\paragraph{Margin 1: conventions.} Set $\hbar=1$, with energies and imaginary frequencies in eV. In an orthonormal real basis of dimension $K$, with spin summed in $\chi_0$, the matrix $\Pi(\omega)=-v^{1/2}\chi_0(i\omega)v^{1/2}$ is symmetric and positive semidefinite. Since $\det(1-\chi_0v)=\det(1+\Pi)$,
\begin{equation}
E_c=\mathrm{Tr}\,\bar A,\qquad \bar A=\frac{1}{2\pi}\int_0^\infty d\omega\,[\ln(1+\Pi)-\Pi].
\label{rpa}
\end{equation}

\paragraph{Margin 2: the fourth moment.} Let the components $\xi_i$ be independent and symmetric about zero, with $\langle\xi_i^2\rangle=1$ and $\langle\xi_i^4\rangle=\mu_4$, which is 1 for $\pm1$ entries and 3 for Gaussian ones. Then
\begin{equation}
\langle\xi_i\xi_j\xi_k\xi_l\rangle=\delta_{ij}\delta_{kl}+\delta_{ik}\delta_{jl}+\delta_{il}\delta_{jk}+(\mu_4-3)\,\delta_{ij}\delta_{jk}\delta_{kl}.
\label{m4}
\end{equation}
For real symmetric $A$, $\langle\xi^TA\xi\rangle=\mathrm{Tr}A$, and contracting (\ref{m4}) with $A_{ij}A_{kl}$ gives
\begin{equation}
\mathrm{Var}(\xi^TA\xi)=\begin{cases}2\big(\|A\|_F^2-\sum_iA_{ii}^2\big)&\pm1\ \text{(Hutchinson)}\\ 2\|A\|_F^2&\text{Gaussian.}\end{cases}
\label{var}
\end{equation}
The $\pm1$ variance depends on the basis and the Gaussian one does not. If $A$ is short-ranged, $\sum_jA_{ij}^2$ is bounded independently of size, so the variance grows as the electron number $N$. The mean over $N_s$ vectors has $\sigma\propto(N/N_s)^{1/2}$, and $\sigma/N\propto(N_sN)^{-1/2}$. All of this concerns estimators \emph{linear} in the stochastic identity $S=N_s^{-1}\sum_s\xi_s\xi_s^T$, $\langle S\rangle=1$.

\paragraph{Margin 3: a solvable stand-in for Cd$_{33}$Se$_{33}$.} Count eight $sp$ valence electrons per CdSe unit, so $N=264$. Give each unit $k=60$ basis functions and $m=3$ polarisation modes (model choices), so $K=1980$ and $M=99$. Take $\Pi=\lambda(\omega)P$ with $\lambda=\Omega^2/(\omega^2+\Delta^2)$, where $P$ is a block-diagonal projector with blocks $P_{ij}=[1+2\cos(2\pi(i-j)/k)]/k$, of rank $m$ and diagonal $m/k$. The inputs are an approximate valence plasma energy $\Omega\approx14$ eV and a typical bulk $\epsilon_\infty=1+\Omega^2/\Delta^2\approx6$. Hence $\lambda(0)=5$, $\Delta=6.26$ eV and $W=(\Delta^2+\Omega^2)^{1/2}=15.34$ eV. Then $\bar A=\varepsilon P$ with
\begin{equation}
\varepsilon=\tfrac12\Big[W-\Delta-\frac{\Omega^2}{2\Delta}\Big]=-3.29\ \text{eV},
\end{equation}
and the exact model energy is $E_c=M\varepsilon=-326$ eV, or $-1.23$ eV per electron. The digits belong to the model; for a real cluster only scaling, sign and rough size carry over. Throughout, $N_s=400$ vectors with $\pm1$ entries.

\paragraph{Margin 4: the attempt, which is WRONG.} Line (W2) is false, and so is the answer.
\begin{itemize}
\item[(W1)] Draw one set, replace $v$ by $v^{1/2}Sv^{1/2}$ everywhere, and use $\det(1+\Pi S)=\det(1+G)$, with the $N_s\times N_s$ matrix $G_{st}=\xi_s^T\Pi\xi_t/N_s$. Estimate $\tilde E_c=(2\pi)^{-1}\int_0^\infty d\omega\,\mathrm{Tr}[\ln(1+G)-G]$.
\item[(W2)] Represent the logarithm by a polynomial over the spectrum. Since $\langle S\rangle=1$, $\langle\mathrm{Tr}(\Pi S)^n\rangle=\mathrm{Tr}\,\Pi^n$ term by term, so $\langle\tilde E_c\rangle=E_c$.
\item[(W3)] The only uncertainty is then the scatter. With $r=\lambda/(1+\lambda)=\Omega^2/(\omega^2+W^2)$, the part of $\tilde E_c$ linear in $S-1$ is $g\,\mathrm{Tr}[P(S-1)]$, where $g=(2\pi)^{-1}\int(r-\lambda)\,d\omega=\tfrac14\Omega^2(W^{-1}-\Delta^{-1})=-4.63$ eV. Equation (\ref{var}) applied to $P$ gives $2M(1-m/k)=188.1$, so the scatter is $|g|(188.1/400)^{1/2}\approx3$ eV.
\end{itemize}
Runs of (W1) cluster about $-342$ eV, as Margin 8 derives, and the attempt reports the wrong answer $E_c=-342\pm3$ eV.

\paragraph{Margin 5: the symptom.} No exact value is needed to see it. Put two copies of the cluster far apart, so that $\Pi$ is a direct sum and the energy must be additive. At fixed $N_s$, (W1) binds them by $-33$ eV. Doubling $N_s$ for one cluster raises the mean by $8.2$ eV, always upward, whereas an unbiased mean cannot depend on $N_s$. Averaging more runs at fixed $N_s$ shrinks the error bar around the wrong value. The sign is forced: $\ln\det(1+\Pi^{1/2}S\Pi^{1/2})$ is concave in $S$, $\mathrm{Tr}\,G$ is linear, and Jensen's inequality gives $\langle\tilde E_c\rangle\le E_c$.

\paragraph{Margin 6: the faulty line.} (W2) factorises the average of a product whose factors share their random numbers. For symmetric $B$,
\begin{equation}
\mathrm{Tr}(BSBS)=\frac{1}{N_s^2}\sum_{s,t}(\xi_s^TB\xi_t)^2 .
\end{equation}
The $N_s(N_s-1)$ terms with $s\ne t$ each average to $\mathrm{Tr}B^2$. The $N_s$ terms with $s=t$ average to $(\mathrm{Tr}B)^2$ plus the variance (\ref{var}). For $\pm1$ vectors
\begin{equation}
\langle\mathrm{Tr}(BSBS)\rangle=\mathrm{Tr}B^2+\frac{(\mathrm{Tr}B)^2+\mathrm{Tr}B^2-2\sum_iB_{ii}^2}{N_s}.
\label{bias2}
\end{equation}
The term $(\mathrm{Tr}B)^2$ is disconnected: it pairs every region with every other, however short-ranged $B$ is. It scales as $N^2/N_s$, so the bias per electron \emph{grows} as $N/N_s$, while the noise per electron promised by (\ref{var}) falls. Reuse across the terms of a sum, such as frequency points or polynomial orders, is harmless, because averages are linear.

\paragraph{Margin 7: the mended calculation.} Let the random set appear once. Apply $\ln(1+\Pi)-\Pi$ to each $\xi_s$ by a Chebyshev or Lanczos recursion with deterministic products $\Pi x$; the power series diverges for $\lambda>1$. With the same vectors at all frequencies,
\begin{equation}
\hat E_c=\mathrm{Tr}(\bar AS),\qquad\langle\hat E_c\rangle=E_c,\qquad\sigma=|\varepsilon|\Big[\frac{2M(1-m/k)}{N_s}\Big]^{1/2}=2.26\ \text{eV}.
\end{equation}
This is $8.5$ meV per electron, and $6.0$ meV for the doubled system. Gaussian vectors give $|\varepsilon|(2M/N_s)^{1/2}=2.31$ eV. The gain from $\pm1$ entries is small here because the diagonal carries only the fraction $m/k$ of $\|\bar A\|_F^2$.

If $v$ itself must be resolved stochastically, each factor of a product needs its own set: $\langle\mathrm{Tr}(BS_1BS_2)\rangle=\mathrm{Tr}B^2$ by independence. At second order one may instead drop the $s=t$ terms and divide by $N_s(N_s-1)$. Independence removes the bias but leaves a trace in the variance. For Gaussian sets (\ref{m4}) gives $\langle S_{ij}S_{kl}\rangle=\delta_{ij}\delta_{kl}+(\delta_{ik}\delta_{jl}+\delta_{il}\delta_{jk})/N_s$. Squaring $\sum_{ij}b_ib_j(S_1)_{ij}(S_2)_{ij}$ in the eigenbasis of $B$, eigenvalues $b_i$, yields
\begin{equation}
\mathrm{Var}\,\mathrm{Tr}(BS_1BS_2)=\frac{4\,\mathrm{Tr}B^4}{N_s}+\frac{2(\mathrm{Tr}B^2)^2+2\,\mathrm{Tr}B^4}{N_s^2}.
\end{equation}
The second term contributes a noise per electron of order $1/N_s$ that does not fall with size. For $B\propto P$ its ratio to the first is $(M+1)/2N_s=0.125$. For such products the $(N_sN)^{-1/2}$ law holds only while $N_s\gg M/2$.

\paragraph{Margin 8: size of the error.} Expand about $S=1$, not about $\Pi=0$. With $\delta=S-1$ and $R=\Pi(1+\Pi)^{-1}$,
\begin{equation}
\mathrm{Tr}\ln(1+\Pi S)=\mathrm{Tr}\ln(1+\Pi)+\mathrm{Tr}(R\delta)-\tfrac12\mathrm{Tr}(R\delta R\delta)+\dots
\end{equation}
The linear term averages to zero, and $\langle\mathrm{Tr}(R\delta R\delta)\rangle$ is the $1/N_s$ term of (\ref{bias2}) with $B=R$. Hence, to leading order,
\begin{equation}
\langle\tilde E_c\rangle-E_c=-\frac{1}{4\pi N_s}\int_0^\infty d\omega\Big[(\mathrm{Tr}R)^2+\mathrm{Tr}R^2-2\sum_iR_{ii}^2\Big].
\end{equation}
In the model $R=rP$ and $\int_0^\infty r^2d\omega=\pi\Omega^4/4W^3$, so
\begin{equation}
\langle\tilde E_c\rangle-E_c=-\frac{\Omega^4}{16W^3}\,\frac{M^2+M(1-2m/k)}{N_s}=-0.666\ \text{eV}\times\frac{9890}{400}=-16.5\ \text{eV}.
\end{equation}
This is $-62$ meV per electron, 5\% of $E_c$ and 7 times the $\sigma$ of the mended estimator. It shifts $-326$ eV to $-342$ eV. Halving it gives the $8.2$ eV of Margin 5. For two copies $(2M)^2$ replaces $2M^2$, and the excess $-0.666\ \text{eV}\times2M^2/N_s$ is the spurious $-33$ eV.

The neglected terms are controlled by $\gamma=M/N_s\approx0.25$. For large $M$ the eigenvalues of $S$ within the range of $P$ follow the Marchenko--Pastur law, with mean 1 and central moments $\gamma$, $\gamma^2$ and $2\gamma^2+\gamma^3$ of orders two to four. The next order per mode is $\gamma^2(r^3/3-r^4/2)$. After the frequency integral, with $r_0=r(0)=5/6$, the bias is multiplied by $1-\tfrac12r_0\gamma+\tfrac58r_0^2\gamma$. The cubic term lowers its magnitude by 10\%, the quartic raises it by 11\%, and the net change is $0.4\%$. This near cancellation is particular to the chosen $\epsilon_\infty$.

More vectors are a poor cure. The bias falls as $1/N_s$ and meets the mended $\sigma$ only at $N_s\approx2.1\times10^4$, more than ten times the basis dimension $K=1980$, at which the $K$ unit vectors already give the trace without noise.